**Definition and method**

The excitation energy is the energy needed to lift the complex, with its nuclei held still, from the ground state to an excited singlet state. It was computed by linear-response density-functional theory with a hybrid functional. The complex consists of H₃O⁺ bound through one of its hydrogens to the fluorine of SiH₃F. Each excitation moves an electron and leaves a hole behind. The hole electron distance, d, runs from the centre of the region that the electron leaves to the centre of the region that it enters, and the hole electron overlap says how far the two regions coincide.

Five lowest singlet excitations of the complex H₃O⁺·SiH₃F (total charge +1, singlet ground state), computed with PySCF 2.14.0 by linear-response time-dependent DFT in the Tamm–Dancoff approximation, with the PBE0 functional and the def2-SVP basis. All rows share one geometry, obtained with GFN2-xTB.

| row | excitation energy (eV) | oscillator strength | hole electron distance (Å) | hole electron overlap |
| --- | --- | --- | --- | --- |
| 1 | 7.760 | 0.007 | 1.707 | 0.437 |
| 2 | 7.770 | 0.006 | 1.683 | 0.421 |
| 3 | 8.479 | 0.013 | 2.587 | 0.380 |
| 4 | 8.490 | 0.012 | 2.597 | 0.370 |
| 5 | 10.390 | 0.000 | 4.406 | 0.146 |

Two orders of magnitude are worth keeping. The excitations of this complex start near 8 eV, and each additional ångström between hole and electron goes with about 1 eV more.

**Where the electron goes**

The five states fall into three groups: two close pairs and a single state. In all of them the hole has nearly the same make-up. It lies on SiH₃F, mainly in the Si–H bonds, with a small part on fluorine. What distinguishes the groups is the destination of the electron.

In rows 1 and 2 about 0.4 of the electron arrives on H₃O⁺, in rows 3 and 4 about 0.6, and in row 5 nearly all of it. The rest stays on SiH₃F, close to the hole. The table reflects this shift: from group to group the distance grows and the overlap falls. The first four states are thus partly local and partly charge transfer, whereas the fifth is an almost complete transfer.

The pairs have a simple origin. Free SiH₃F has threefold symmetry, and its highest Si–H bonding orbitals form a degenerate couple. The attached H₃O⁺ disturbs this symmetry only slightly, so each of the first two destinations can be reached from two nearly equal starting orbitals. The members of a pair differ by about 0.01 eV, far less than the error of the method, and their order has no meaning. Row 5 may have such a partner too, beyond the five states that were computed.

**Why the energy rises**

In orbital language, and leaving aside a usually smaller exchange term, an excitation energy is the level that the electron enters, minus the level that it leaves, minus the attraction between electron and hole. The level left behind hardly changes here, because the hole hardly changes. Two things remain, and theory says that both push the energy up along the series. The electron enters successively higher orbitals, and as it moves away from the hole it loses attraction.

The make-up of the states in the same run confirms the first point. The electron goes mainly into the lowest empty orbital in rows 1 and 2, into the second in rows 3 and 4, and into the third in row 5. How much of the rise each contribution brings is not settled here. The division also depends on the method, because PBE0 counts only a quarter of the attraction explicitly and carries part of the rest in its orbital levels.

A fixed orbital gap with an attraction that falls as 1/d would give the wrong shape. The energy would climb steeply at first and then flatten. The computed energy does the opposite. It rises by about 0.8 eV per ångström from row 1 to row 3 and by about 1.1 eV per ångström from row 3 to row 5.

**A rule for hand estimates**

Over a limited range, a smooth rise can be replaced by a straight line. With its two constants rounded, the line is

excitation energy in eV ≈ 6 + d in Å.

The constants were first fitted to all five rows. The 6 is the place where the line would cut the axis, not the energy of any real state.

The distance itself can be estimated from the structure. The hole is centred near silicon, and an electron on H₃O⁺ is centred near oxygen. If a share s of the electron crosses over while the rest stays near the hole, the centre of the electron moves by that fraction of the Si–O separation R:

d ≈ s × R, with R = 4.2 Å.

Row 1 serves as the full example. The share is 0.41, so the distance is 0.41 × 4.2 Å ≈ 1.7 Å, and the energy is 6 + 1.7 = 7.7 eV. The calculation gives 7.76 eV.

For row 5 no computed share is needed. A complete transfer means s = 1, hence d ≈ 4.2 Å and an energy of about 10.2 eV, against a computed 10.39 eV. The estimate is low partly because the electron sits largely on the two outer hydrogens of H₃O⁺, so that its centre lies beyond the oxygen. Both worked rows took part in the fit, so their agreement is no independent test.

A reader without any computed share can still choose between a half and the whole. A half gives 8.1 eV, which falls between the two pairs but cannot tell them apart. The shares of the two pairs, 0.41 and 0.59, add up to one. This is what would result if one empty orbital on each molecule combined in phase and out of phase, though that reading is a guess.

**Accuracy and range**

The quality of the estimate depends on how well the distance is known. With the computed distance the rule stays within about 0.1 eV of every row. With the distance taken from the share and the structure, the largest error is about 0.35 eV, in row 5. The choice between a half and the whole is good to about 0.4 eV, while the energies span 2.6 eV.

These figures describe how well the rule sums up the table, not how well it predicts. Since the pairs are nearly degenerate, five rows amount to only three independent points for two constants. A line fitted to rows 1 to 4 alone places row 5 too low by 0.45 eV. That is a fairer measure of the error when the rule is carried from shared electrons to a transferred one.

Distance alone does not fix the energy, either. In this complex the longer distances happen to go with higher empty orbitals. A complete transfer into a lower orbital than that of row 5 would cover a similar distance, but should cost less energy than the rule says.

The rule compares different states at one structure and must not be used to follow the two molecules as they are pulled apart. Complete transfer turns H₃O⁺ and SiH₃F into neutral H₃O and SiH₃F⁺. At large separation a charged and a neutral molecule barely interact, both before and after the transfer. The energy of the lowest transfer state then levels off at the difference between the ionisation energies of SiH₃F and H₃O. A state like row 5, whose electron enters a higher orbital, should level off at a higher value. The rule would instead let the energy grow without end.

The rule also inherits the errors of the calculation, which weigh most on row 5. The functional tends to place charge-transfer states too low. The basis lacks diffuse functions, which neutral H₃O needs for its loosely bound outer electron, and this tends to place the same states too high. How far the two errors cancel is untested, so the slope of 1 eV per ångström belongs to this level of theory and need not be that of the real complex.

The output below lists the estimates and the fits row by row.

Output of the analysis:

```
Rule from the computed distance:
  row  distance A  rule eV  computed eV  miss eV
    1       1.707    7.707         7.76   -0.053
    2       1.683    7.683         7.77   -0.087
    3       2.587    8.587        8.479    0.108
    4       2.597    8.597         8.49    0.107
    5       4.406    10.41        10.39    0.016
Rule from the electron share:
  row  share on H3O+  estimated distance A  estimate eV   miss eV  half-or-all guess eV  its miss eV
    1          0.412                 1.735        7.735  -0.02508                 8.105       0.3455
    2          0.407                 1.714        7.714  -0.05614                 8.105       0.3355
    3           0.59                 2.484        8.484  0.005468                 8.105      -0.3735
    4          0.595                 2.506        8.506   0.01552                 8.105      -0.3845
    5           0.96                 4.043        10.04   -0.3475                 10.21       -0.179
Rms miss of the rule with computed distance (eV): 0.08215
Largest miss of the rule with computed distance (eV): 0.108
Largest miss with distance estimated from the share (eV): 0.3475
Largest miss of the half-or-all guess (eV): 0.3845
Rms miss when the mean energy is always guessed (eV): 0.9615
Si-O separation (angstrom): 4.211
Splitting of rows 1 and 2 (eV): 0.01
Splitting of rows 3 and 4 (eV): 0.011
Slope from row 1 to row 3 (eV per angstrom): 0.817
Slope from row 3 to row 5 (eV per angstrom): 1.051
fit of en on 5 rows: constant 6.064 +/- 0.12, coefficient of d 0.9684 +/- 0.043; rms 0.0738, worst 3 0.0901, leave-one-out rms 0.223
fit of en on 5 rows: constant 11.38 +/- 0.68, coefficient of invd -6.442 +/- 1.5; rms 0.355, worst 5 -0.467, leave-one-out rms 0.723
fit of en on 4 rows (d < 3): constant 6.406 +/- 0.036, coefficient of d 0.8017 +/- 0.016; rms 0.0104, worst 1 0.0148, leave-one-out rms 0.0208
  rows outside the fit (model, value, miss): 5 9.939, 10.39, -0.451
```
